OPBE contains no exact exchange, yet it gives silicon in H₃SiCF₃ a shielding of 426.2 ppm, well above the 412.6 ppm of the hybrid PBE0 in the same basis. That looks wrong beside the sequence PBE, PBE0, HF, in which the shieldings σ of fluorine, carbon and silicon all rise with the share of exact exchange.

Isotropic GIAO shieldings σ of H₃SiCF₃ (SMILES FC(F)(F)[SiH3]), calculated with PySCF 2.14.0 using density fitting, non-relativistically and in the gas phase, at the PBE0-D3(BJ)/def2-SVP geometry. Atoms are numbered in SMILES order, and σ F1 is the average over the three equivalent fluorine atoms.

```
functional        basis  exact exchange, long range (%)  σ F1 (ppm)  σ C2 (ppm)  σ Si5 (ppm)
     B97-D     pcSseg-2                               0       231.4        38.8        410.8
      BLYP     pcSseg-2                               0       221.5        30.2        389.4
      BP86     pcSseg-2                               0       221.8        35.5        399.2
       KT2     pcSseg-2                               0       218.7        43.4        428.5
       KT3     pcSseg-2                               0       227.3        44.5        431.6
       LDA     pcSseg-2                               0       213.8        31.8        385.3
      OPBE     pcSseg-2                               0       230.4        46.0        426.2
       PBE     pcSseg-2                               0       219.9        35.3        401.4
     B3LYP     pcSseg-2                              20       239.0        38.8        398.8
  mPW1PW91     pcSseg-2                              25       243.6        45.0        410.6
        HF     pcSseg-2                             100       293.0        71.9        444.4
      PBE0     IGLO-III                              25       240.9        46.5        417.3
      PBE0  aug-cc-pVDZ                              25       256.1        65.5        484.2
      PBE0      cc-pVDZ                              25       261.1        66.6        479.4
      PBE0      cc-pVTZ                              25       246.2        52.2        424.9
      PBE0     pcSseg-0                              25       248.3        45.3        442.6
      PBE0     pcSseg-1                              25       242.4        50.1        419.6
      PBE0     pcSseg-2                              25       242.2        45.7        412.6
```

The rise itself has a plain cause. A magnetic field mixes occupied orbitals with empty ones, and this mixing produces the paramagnetic part of the shielding, which is negative at these three kinds of nuclei. Exact exchange moves occupied and empty levels apart, so the mixing weakens and σ grows. It also enters the response to the field, where it takes back some of the gain. For fluorine the calculation shows the result clearly: from PBE to HF the paramagnetic part becomes 74 ppm less negative, and the whole shielding rises by 73 ppm.

As a smooth yardstick, take a straight line between PBE and HF in the pcSseg-2 basis. With $a$ the percentage of exact exchange,

$$\sigma(a)=\sigma_{\mathrm{PBE}}+\frac{a}{100}\,(\sigma_{\mathrm{HF}}-\sigma_{\mathrm{PBE}}).$$

For silicon in PBE0, which was not used to draw the line, this gives $401.4+0.25\times(444.4-401.4)=412.15$ ppm, against a computed 412.6 ppm. Fluorine does less well: PBE0 lies 4 ppm above its line. The line is a ruler and not a law, because HF drops correlation as well as raising exact exchange.

Measured with this ruler, OPBE is 25 ppm too high for silicon. OPBE and PBE share their correlation part and differ only in their semilocal exchange, so the break comes from there. Replacing one approximate exchange by another thus moves silicon about twice as far as mixing in a quarter of exact exchange, which adds 11 ppm.

The gap between the highest occupied and the lowest empty orbital doesn't explain this. It widens by only 0.1 eV from PBE to OPBE, but by 2.3 eV from PBE to PBE0, where silicon moves less. Still, nearly all of the OPBE break sits in the paramagnetic part. Without exact exchange that part is built directly from the orbitals and their energies, and many pairs besides the frontier pair contribute. My guess is that the new exchange potential changes orbitals close to silicon, or the spacing of deeper pairs; the data don't separate the two.

KT2 and KT3 break the pattern in the same direction, by 27 and 30 ppm for silicon. Both were designed with shieldings in mind, through a gradient term that reshapes the potential. The effect depends on the nucleus: KT2, so far off the line for silicon, lies within about 1 ppm of it for fluorine. A functional therefore can't be placed on one common scale for the whole molecule.

B3LYP breaks the rule downwards. Despite its 20 % of exact exchange, its silicon shielding is slightly below that of PBE. The reason appears when it is compared with its relative BLYP, which starts 12 ppm below PBE; from there B3LYP climbs by 9 ppm, close to the slope of the ruler, although its semilocal part isn't quite that of BLYP. Part of BLYP's low start comes from correlation, since BP86 has the same Becke exchange with another correlation part and lies 10 ppm higher. To guess where a hybrid will fall, start from its semilocal parent and then add the upward step from exact exchange.

The largest breaks have nothing to do with the functional. With PBE0 held fixed, changing the basis from pcSseg-2 to cc-pVDZ raises silicon by 67 ppm, about one and a half times the whole step from PBE to HF. The set pcSseg-1, also of double-zeta size, raises it by only 7 ppm. Size alone is therefore not the cause, and adding diffuse functions doesn't help: aug-cc-pVDZ is off by 72 ppm.

What differs is the purpose of the sets. The pcSseg sets are optimised for shieldings, which depend on how p-type orbitals near the nucleus respond to the field; the cc sets are built for correlation energies. A likely reason for the high silicon values in cc-pVDZ and aug-cc-pVDZ is that the orbitals have too little freedom close to the nucleus, so that their response to the field comes out too weak. No row tests this directly, but adding tight p functions to cc-pVDZ would. The reference here is pcSseg-2 and not the limit of a complete basis; even IGLO-III differs from it by 5 ppm for silicon.

Close agreement can also be luck. For carbon, the small pcSseg-0 set agrees with pcSseg-2 to 0.4 ppm, yet the larger pcSseg-1 is 4 ppm off. Agreement that worsens when the basis improves can't be trusted, and at silicon pcSseg-0 is indeed 30 ppm too high. The diamagnetic and paramagnetic parts are a poor guide here: for carbon they differ between pcSseg-0 and pcSseg-2 by 11 ppm in opposite directions, but the division into these parts itself shifts with the basis.

For silicon, then, a quarter of exact exchange is worth about 10 ppm, the choice among functionals without it spans nearly 50 ppm, and an unsuitable small basis can cost 70 ppm. These are distances between calculations, not errors against experiment. The printed analysis after this page lists the distances from the line and from PBE0/pcSseg-2 for every row.

Output of the analysis:

```
Shielding less the straight line from PBE to HF, and less PBE0/pcSseg-2, in ppm:
       row  Si off line  C off line  F off line  Si less PBE0/pcSseg-2  C less PBE0/pcSseg-2  F less PBE0/pcSseg-2  Si paramagnetic part
     B97-D          9.4         3.5        11.5                   -1.8                  -6.9                 -10.8                -468.6
      BLYP          -12        -5.1         1.6                  -23.2                 -15.5                 -20.7                  -489
      BP86         -2.2         0.2         1.9                  -13.4                 -10.2                 -20.4                -479.9
       KT2         27.1         8.1        -1.2                   15.9                  -2.3                 -23.5                  -453
       KT3         30.2         9.2         7.4                     19                  -1.2                 -14.9                -449.1
       LDA        -16.1        -3.5        -6.1                  -27.3                 -13.9                 -28.4                -494.5
      OPBE         24.8        10.7        10.5                   13.6                   0.3                 -11.8                -453.8
       PBE            0           0           0                  -11.2                 -10.4                 -22.3                -477.8
     B3LYP        -11.2       -3.82        4.48                  -13.8                  -6.9                  -3.2                -478.9
  mPW1PW91        -1.55        0.55       5.425                     -2                  -0.7                   1.4                -467.8
        HF            0           0           0                   31.8                  26.2                  50.8                -429.9
      PBE0         5.15        2.05       2.725                    4.7                   0.8                  -1.3                -471.7
      PBE0        72.05       21.05       17.93                   71.6                  19.8                  13.9                -410.6
      PBE0        67.25       22.15       22.93                   66.8                  20.9                  18.9                -402.6
      PBE0        12.75        7.75       8.025                   12.3                   6.5                     4                -460.6
      PBE0        30.45        0.85       10.13                     30                  -0.4                   6.1                -435.2
      PBE0         7.45        5.65       4.225                      7                   4.4                   0.2                -458.9
      PBE0         0.45        1.25       4.025                      0                     0                     0                -465.7
Si, HF less PBE (ppm): 43
C, HF less PBE (ppm): 36.6
F, HF less PBE (ppm): 73.1
Si, PBE0 less PBE at pcSseg-2 (ppm): 11.2
C, PBE0 less PBE at pcSseg-2 (ppm): 10.4
F, PBE0 less PBE at pcSseg-2 (ppm): 22.3
Si, BLYP less BP86 (ppm): -9.8
C, BLYP less BP86 (ppm): -5.3
Si, B3LYP less BLYP (ppm): 9.4
F, B3LYP less BLYP (ppm): 17.5
HOMO-LUMO gap, OPBE less PBE (eV): 0.1175
HOMO-LUMO gap, PBE0 less PBE at pcSseg-2 (eV): 2.339
F paramagnetic part, HF less PBE (ppm): 74.29
Si shielding, spread over functionals without exact exchange (ppm): 46.3
Si diamagnetic part, spread over the same functionals (ppm): 3.149
C diamagnetic part, pcSseg-0 less pcSseg-2 (ppm): 10.83
C paramagnetic part, pcSseg-0 less pcSseg-2 (ppm): -11.27
Si, shift by cc-pVDZ over the step from PBE to HF (ratio): 1.553
```
